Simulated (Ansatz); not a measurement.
# Pressure shifts of the zone-centre modes of cubic KTaO₃ from LDA linear response, −11 to +29 GPa

Every member is the same cubic perovskite: Ta⁵⁺, with an empty 5d shell, sits in an octahedron of oxygen, and K⁺ fills the cavity between octahedra. Only the volume changes. We determine by how many cm⁻¹ per GPa the zone-centre modes shift, which shifts most, and where the dependence departs from a straight line. The answer matters for tunable capacitors and microwave parts, because the softest polar mode governs the static dielectric constant, and strain in a film or a package moves that mode. The frequencies are harmonic LDA values without the LO-TO term. Shifts are counted from the cell relaxed at zero pressure, with compression positive; no measured frequencies are shown for comparison.

## Calculations

One crystal, KTaO3 (perovskite) (known phase). Its volume was then scaled in steps, which gives the pressures listed, with shape and atoms relaxed where symmetry leaves them free. The structures stem from measured cells of the Crystallography Open Database, directly or through a relaxation at another level; cell and atoms were relaxed at zero pressure at each row's own level, inside the symmetry of the start, with no thermal or zero-point expansion. Program: Ansatz 0.2.0, plane waves, LDA, the program's earlier default PAW potentials, scalar-relativistic without spin-orbit coupling, no spin polarisation. Wave-function cutoff 420 eV (the default for the potentials of each cell); on the k meshes (Γ-centred) the least product of divisions and cell-vector length runs from 30 to 33 Å. Occupations: fixed. Harmonic modes at natural masses come from linear response (density functional perturbation theory), with the acoustic sum rule imposed. Born charges and ε∞ come from the response to a homogeneous electric field, checked for convergence in its k mesh; the charge sum rule is imposed.

Notes on method and selection:

- Harmonic values at the static lattice; measured values carry thermal expansion and anharmonic shifts at their temperature.
- Modes are followed from row to row by the overlap of their patterns.
- Semilocal functionals put Kohn-Sham gaps below measured gaps and, as a rule, ε∞ above measured values.
- Spin-orbit coupling is left out; it matters most with heavy elements (here Ta), where it changes the gap and with it ε∞, Born charges and soft modes.
- Negative pressure is tension; other phases that would form under pressure are ignored.
- dω/dP = γω₀/B₀, with γ the mode Grüneisen parameter and B₀ = −V dP/dV the bulk modulus.
- Blank cells (ε static): the run has no such value, the quantity isn't defined for that row, or its k mesh was too coarse to trust it.
- Runs that did not converge, have known faults, used another set of PAW files or may not be shown are not listed.

Columns:

- pressure (GPa): hydrostatic pressure of the static lattice, compression positive.
- ε static: static dielectric constant, ions relaxed.
- Kohn-Sham gap (eV): Kohn-Sham gap, lowest empty minus highest filled level on the k mesh.
- T1u near 102 (cm⁻¹): zone-centre mode T1u (102 cm⁻¹ at rest), no LO-TO term.
- T1u near 181 (cm⁻¹): zone-centre mode T1u (181 cm⁻¹ at rest), no LO-TO term.
- T2u (cm⁻¹): zone-centre mode T2u, no LO-TO term.
- T1u near 556 (cm⁻¹): zone-centre mode T1u (556 cm⁻¹ at rest), no LO-TO term.
- volume per atom (Å³): volume per atom of the relaxed cell.
- energy (meV/atom): static energy per atom above the relaxed cell.
- top LO mode (cm⁻¹): highest zone-centre mode with the macroscopic field.

Input lines of one member:

```
kpoints:
  mp_grid: { grid: [8, 8, 8] }
hamiltonian:
  xc: lda
  pseudopotentials: { kind: paw, azcp: { folder: soft_1 }, xc_functional: pbe }
scf:
  occupations: { method: fixed }
output:
  eigenvalues: true
phonons:
  method: dfpt
  dielectric: true
  rigid_motions: translations
  raman: true
```

Command (options for logging and memory left out): `ansatz run input.yaml --threads 8 --backend cpu`

## Results

| member | pressure (GPa) | ε∞ | ε static | Kohn-Sham gap (eV) | T1u near 102 (cm⁻¹) | T1u near 181 (cm⁻¹) | T2u (cm⁻¹) | T1u near 556 (cm⁻¹) | volume per atom (Å³) | energy (meV/atom) | top LO mode (cm⁻¹) |
| --- | --- | --- | --- | --- | --- | --- | --- | --- | --- | --- | --- |
| −11.20 GPa | −11.20 | 5.561 | – | 2.02 | −127.3 | 158.5 | 264.2 | 481.0 | 13.08 | 27.34 | 731.1 |
| −7.87 GPa | −7.87 | ? | – | ? | ? | ? | ? | ? | ? | ? | ? |
| −4.15 GPa | −4.15 | 5.473 | 457.26 | 2.10 | 62.6 | 173.1 | 254.2 | 527.7 | 12.59 | 3.27 | 788.7 |
| −0.00 GPa | 0.00 | 5.434 | 161.82 | 2.14 | 102.5 | 181.3 | 247.7 | 555.6 | 12.34 | 0.00 | 819.2 |
| +2.25 GPa | 2.25 | 5.415 | 127.45 | 2.16 | 113.5 | 185.6 | 244.0 | 570.6 | 12.21 | 0.88 | 834.3 |
| +4.62 GPa | 4.62 | 5.397 | 107.92 | 2.18 | 121.2 | 189.9 | 239.9 | 586.3 | 12.09 | 3.55 | 850.0 |
| +9.78 GPa | 9.78 | 5.364 | 88.15 | 2.22 | 129.1 | 198.8 | 230.5 | 619.3 | 11.85 | 14.54 | 882.1 |
| +15.54 GPa | 15.54 | 5.333 | 81.52 | 2.26 | 128.9 | 207.7 | 219.1 | 654.5 | 11.60 | 33.97 | 915.4 |
| +21.95 GPa | 21.95 | 5.305 | 84.83 | 2.30 | 121.0 | 216.7 | 205.2 | 691.5 | 11.35 | 62.77 | 949.8 |
| +29.12 GPa | 29.12 | 5.280 | 105.07 | 2.34 | 103.6 | 225.7 | 187.7 | 730.2 | 11.11 | 102.04 | 985.4 |

Cells marked ? are withheld until the estimate has been made.

Least-squares fits to the members shown, with x = pressure (GPa); R² and errors in the fitted variable (y, or ln y where the fit is in ln y):

| y | members | fit | R² | rms residual | leave-one-out rms | the same for the mean of the others |
| --- | --- | --- | --- | --- | --- | --- |
| T1u near 556 (cm⁻¹) | 9 | y = 555.0 + 6.205 x | 1.00 | 3.1 | 4.8 | 85 |
| T2u (cm⁻¹) | 9 | y = 246.8 − 1.901 x | 0.99 | 2.2 | 3.5 | 26 |

## What drives the series

From 0 to 2.25 GPa the T1u mode near 556 cm⁻¹ rises fastest, by (570.6 − 555.6) / 2.25 = 6.7 cm⁻¹ per GPa. The T1u mode near 102 cm⁻¹ rises by (113.5 − 102.5) / 2.25 = 4.9 and the one near 181 cm⁻¹ by about 1.9, while T2u falls by about 1.6. Under tension the order changes: between −4.15 and 0 GPa the softest mode moves by (102.5 − 62.6) / 4.15 = 9.6 cm⁻¹ per GPa, against 6.7 for the highest.

The highest T1u mode mainly stretches Ta–O bonds, which stiffen as they shorten. Its slope drops to (730.2 − 691.5) / (29.12 − 21.95) = 5.4 cm⁻¹ per GPa in the last interval, chiefly because the crystal itself becomes harder to compress. From 0 to 29.12 GPa its mean Grüneisen parameter is ln(730.2 / 555.6) / ln(12.34 / 11.11) = 2.6, and the last interval alone gives nearly the same value. Each further GPa simply removes less volume.

In T2u only oxygen moves, across the Ta–O–Ta line. Compression puts that line under thrust and makes it easier to buckle, which lowers the frequency.

The strongest bend belongs to the softest T1u mode, where short-range repulsion nearly cancels the attraction between dipoles. Compression first favours repulsion. Among the rows shown the mode is highest at 9.78 GPa (129.1 cm⁻¹), almost unchanged at 15.54 GPa, and back to 103.6 cm⁻¹ at 29.12 GPa. Its own share of sideways oxygen motion may contribute to this return. At −11.20 GPa the entry of −127.3 denotes an imaginary frequency: the cubic cell is unstable there against polar displacement. The static dielectric constant mirrors the mode, falling from 457 at −4.15 GPa to 82 at 15.54 GPa and then rising again.

LDA usually makes cells somewhat too small, which acts like a built-in pressure and, relative to its frequency, affects the softest mode most. The input also pairs LDA with PAW potentials labelled PBE, a further source of error in volume and frequencies.

## Estimating the withheld member

Plain estimates from the members shown:

- −7.87 GPa, fit at x = −7.87: 506.2 cm⁻¹
- −7.87 GPa, straight-line interpolation between −11.20 GPa and −4.15 GPa: w = (−7.87 − (−11.20)) / (−4.15 − (−11.20)) = 0.472, so 481.0 + 0.472 × (527.7 − 481.0) = 503.1 cm⁻¹

The straight-line fit is too high on the tension side, by 555.0 − 6.205 × 11.20 − 481.0 = 4.5 cm⁻¹ at −11.20 GPa and 555.0 − 6.205 × 4.15 − 527.7 = 1.5 cm⁻¹ at −4.15 GPa, so its 506.2 cm⁻¹ should be too high as well. The local interpolation, 503.1 cm⁻¹, is the better start, but it ignores curvature.

We include the curvature by working in volume. Apart from the half step at 2.25 GPa, the volumes are evenly spaced by roughly 12.34 − 12.09 = 0.25 Å³ per atom, and the gap around the missing member, 13.08 − 12.59 = 0.49, is two such steps. The pressure steps support a place in the middle: 11.20 − 7.87 = 3.33, 7.87 − 4.15 = 3.72, then 4.15 and 4.62 GPa grow by a steady factor, for example 4.15 / 3.72 = 1.12.

For equally spaced volumes, a cubic through the neighbour at larger volume (a) and the next three at smaller volume (b, c, d) gives y = (a + 6b − 4c + d) / 4. Here this is (481.0 + 6 × 527.7 − 4 × 555.6 + 586.3) / 4 = 502.8 cm⁻¹.

The same formula can be tested on shown members. Formula minus table is (527.7 + 6 × 586.3 − 4 × 619.3 + 654.5) / 4 − 555.6 = 0.1 at 0 GPa, (555.6 + 6 × 619.3 − 4 × 654.5 + 691.5) / 4 − 586.3 = −0.1 at 4.62 GPa, and (586.3 + 6 × 654.5 − 4 × 691.5 + 730.2) / 4 − 619.3 = 0.1 at 9.78 GPa. These misses are about 0.1 cm⁻¹ in size. We double that for the error bar, since the curvature in volume is larger under tension. The instability of the softest mode calls for no further shift, because the atoms stay on their cubic sites.

**Committed estimate, −7.87 GPa: T1u near 556 = 502.8 ± 0.2 cm⁻¹.**

## Check

| member | pressure (GPa) | ε∞ | Kohn-Sham gap (eV) | T1u near 102 (cm⁻¹) | T1u near 181 (cm⁻¹) | T2u (cm⁻¹) | T1u near 556 (cm⁻¹) | volume per atom (Å³) | energy (meV/atom) | top LO mode (cm⁻¹) |
| --- | --- | --- | --- | --- | --- | --- | --- | --- | --- | --- |
| −7.87 GPa | −7.87 | 5.516 | 2.06 | −71.0 | 165.6 | 259.6 | 502.7 | 12.83 | 12.60 | 759.5 |

| member | estimate | T1u near 556 (cm⁻¹) | computed | estimate − computed | miss in error bars |
| --- | --- | --- | --- | --- | --- |
| −7.87 GPa | committed | 502.8 | 502.7 | +0.1 | 0.5 |
| −7.87 GPa | fit | 506.2 | 502.7 | +3.5 |  |
| −7.87 GPa | interpolation | 503.1 | 502.7 | +0.4 |  |

The estimate of 502.8 cm⁻¹ lies 0.1 above the computed 502.7, inside its error bar of 0.2. Straight-line interpolation was 0.4 too high and the fit 3.5 too high. The assumed position midway in volume was right: the member has 12.83 Å³ per atom, against a midpoint of (13.08 + 12.59) / 2 = 12.835. The cubic in volume therefore needed no correction.

The softest mode is already imaginary here (−71.0 in the table's notation), yet the highest T1u mode continues smoothly, as expected for atoms held on their cubic sites.

Our explanation of the bend holds better under compression than under tension. If only the growing compressibility mattered, the slope should keep rising as the cell expands. Instead it is (502.7 − 481.0) / 3.33 = 6.5 cm⁻¹ per GPa in the outermost interval and (527.7 − 502.7) / (7.87 − 4.15) = 6.7 in the next. The Grüneisen parameter falls there, from about 2.6 to ln(502.7 / 481.0) / ln(13.08 / 12.83) = 2.3. Altered mixing among the three T1u modes is a possible cause.

## Where the trend breaks

Least-squares fits to the whole series, with x = pressure (GPa); R² and errors in the fitted variable (y, or ln y where the fit is in ln y):

| y | members | fit | R² | rms residual | leave-one-out rms | the same for the mean of the others |
| --- | --- | --- | --- | --- | --- | --- |
| T1u near 556 (cm⁻¹) | 10 | y = 554.5 + 6.237 x | 1.00 | 3.1 | 4.5 | 86 |
| T2u (cm⁻¹) | 10 | y = 246.5 − 1.881 x | 0.99 | 2.2 | 3.2 | 26 |

Largest departures from the fit to the whole series:

| member | T1u near 556 (cm⁻¹) | fit | computed − fit | in rms residuals |
| --- | --- | --- | --- | --- |
| +29.12 GPa | 730.2 | 736.1 | −5.9 | 1.9 |
| +9.78 GPa | 619.3 | 615.5 | +3.8 | 1.2 |
| −11.20 GPa | 481.0 | 484.6 | −3.6 | 1.2 |
| +15.54 GPa | 654.5 | 651.4 | +3.1 | 1.0 |

The largest departures form an arch: the two end members lie below the line (−5.9 cm⁻¹ at 29.12 GPa, −3.6 at −11.20 GPa), and the members at 9.78 and 15.54 GPa lie above it (+3.8 and +3.1). This is the signature of a curve fitted by a straight line, not of four faulty runs.

At the compressed end the cause is the stiffening of the crystal. From B = −V ΔP/ΔV, taken over two volume steps, the bulk modulus is about 12.34 × (4.62 + 4.15) / (12.59 − 12.09) = 216 GPa around zero pressure and 11.35 × (29.12 − 15.54) / (11.60 − 11.11) = 315 GPa around 21.95 GPa, a rise by a factor of 315 / 216 = 1.46. The frequency rises only by a factor of 691.5 / 555.6 = 1.24. With a constant Grüneisen parameter, the slope should drop from 6.7 to 6.7 × 1.24 / 1.46 = 5.7 cm⁻¹ per GPa, close to the (730.2 − 654.5) / (29.12 − 15.54) = 5.6 found over the same two steps.

At −11.20 GPa the member is low because the local slopes under tension, 6.5 to 6.7, exceed the fitted 6.2, so the frequency falls faster than the line on the way out.

## Conclusions and limits

From 0 to 2.25 GPa the highest T1u mode shifts most, by 6.7 cm⁻¹ per GPa, and its slope declines gradually under compression. The softest T1u mode bends far more: it moves faster than the highest one between −4.15 and 0 GPa and turns back between the rows at 9.78 and 29.12 GPa. For the highest mode, a missing member inside the series can be estimated to a few tenths of a cm⁻¹ from its neighbours in volume, against about 4.5 from the straight line.

For a capacitor, 2.25 GPa lowers the calculated static dielectric constant by (161.82 − 127.45) / 161.82 = 21 %.

No omitted effect is likely to rival the range spanned by the highest mode, 730.2 − 481.0 = 249.2 cm⁻¹. The softest is more exposed: thermal anharmonicity raises it, while correcting the usual LDA underestimate of volume would lower it.

[Logs are printed without paths, hosts, clocks, repeated set-up lines and the standing remarks that a program may print on its own settings, such as how far it seeks lower states.]
